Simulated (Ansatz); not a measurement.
Rh: pressure and energy above lowest point against volume per atom

All results are calculated (Ansatz 0.2.0 development build). Equation of state of a cubic crystal from periodic Kohn-Sham density functional theory without spin; pressure corrected for the finite basis.

Cell of the first row (space group Fm-3m, No. 225):
```
CELL_PARAMETERS angstrom
0.00000 1.87630 1.87630
1.87630 0.00000 1.87630
1.87630 1.87630 0.00000
ATOMIC_POSITIONS crystal
Rh 0.00000 0.00000 0.00000
```

Settings of every row: formula Rh; structure type fcc; functional PBE; spin treatment none; k mesh 17x17x17; occupation method fermi-dirac; occupation width 0.061225619 eV; wave cutoff 700 eV; datasets hard PAW; density cutoff ratio 4.

Limits: modest k-mesh, values are not fully converged in k; the SCF threshold is loose for a stress in some rows.

```
row  volume per atom (Å³)  pressure (GPa)  energy above lowest point (meV/atom)
  1                13.212               ?                                     ?
  2                13.493          11.447                                 18.96
  3                13.774           5.284                                  4.39
  4                14.055          -0.164                                     0
  5                14.336          -4.978                                   4.6
  6                14.617          -9.226                                 17.14
  7                14.899         -12.971                                 36.68
```

Question: what pressure and energy above lowest point should row 1 give?

Worked fit of pressure. Take u = (V_r/V)^(2/3) − 1 with V_r = 14.195 Å³ an atom, which is twice the finite (Eulerian) strain; such expansions in the strain, on which the Birch-Murnaghan equation of state is built, carry the rest volume and the bulk modulus. The shown rows have u = 0.03439, 0.02027, 0.00663, -0.00657, -0.01934, -0.03175. Least squares give pressure = −2.638 + 364.712 × u + 1268.72 × u² + 1027.8 × u³ GPa; a parabola predicts inner rows, each left out in turn, worse (root mean square 0.012 against 0.0025 GPa). The rows lie off it by 0.000, -0.001, 0.000, 0.002, -0.002, 0.001. The pressure vanishes at u = 0.0071, or V = 14.05 Å³ an atom, and there the bulk modulus at fixed shape and fractions is B = −V dP/dV = (2/3)(1 + u) dP/du = 257 GPa. The withheld row has u = 0.04901, so the fit gives −2.638 + 364.712 × (0.04901) + 1268.72 × (0.04901)² + 1027.8 × (0.04901)³ = 18.405 GPa.

The calculation gave 18.414 GPa. The fit lies 0.009 GPa (0.029 % of the column's range) below it; its largest miss of a shown row is 0.002 GPa. This row lies beyond the range of the fit.

Worked fit of energy above lowest point. Take u = (V_r/V)^(2/3) − 1 with V_r = 14.195 Å³ an atom, which is twice the finite (Eulerian) strain; such expansions in the strain, on which the Birch-Murnaghan equation of state is built, carry the rest volume and the bulk modulus. The shown rows have u = 0.03439, 0.02027, 0.00663, -0.00657, -0.01934, -0.03175. Least squares give energy above lowest point = 1.245 − 351.19 × u + 24621.9 × u² + 16609 × u³ meV/atom; a parabola predicts inner rows, each left out in turn, worse (root mean square 0.19 against 0.021 meV/atom). The rows lie off it by 0.00, 0.01, 0.00, -0.01, 0.01, 0.00. Its lowest point lies at u = 0.0071, or V = 14.05 Å³ an atom, and the curvature there gives the bulk modulus at fixed shape and fractions, B = (4/9)(1 + u)² E″(u)/V = 257 GPa. The withheld row has u = 0.04901, so the fit gives 1.245 − 351.19 × (0.04901) + 24621.9 × (0.04901)² + 16609 × (0.04901)³ = 45.13 meV/atom.

The calculation gave 45.03 meV/atom. The fit lies 0.10 meV/atom (0.22 % of the column's range) above it; its largest miss of a shown row is 0.01 meV/atom. This row lies beyond the range of the fit.
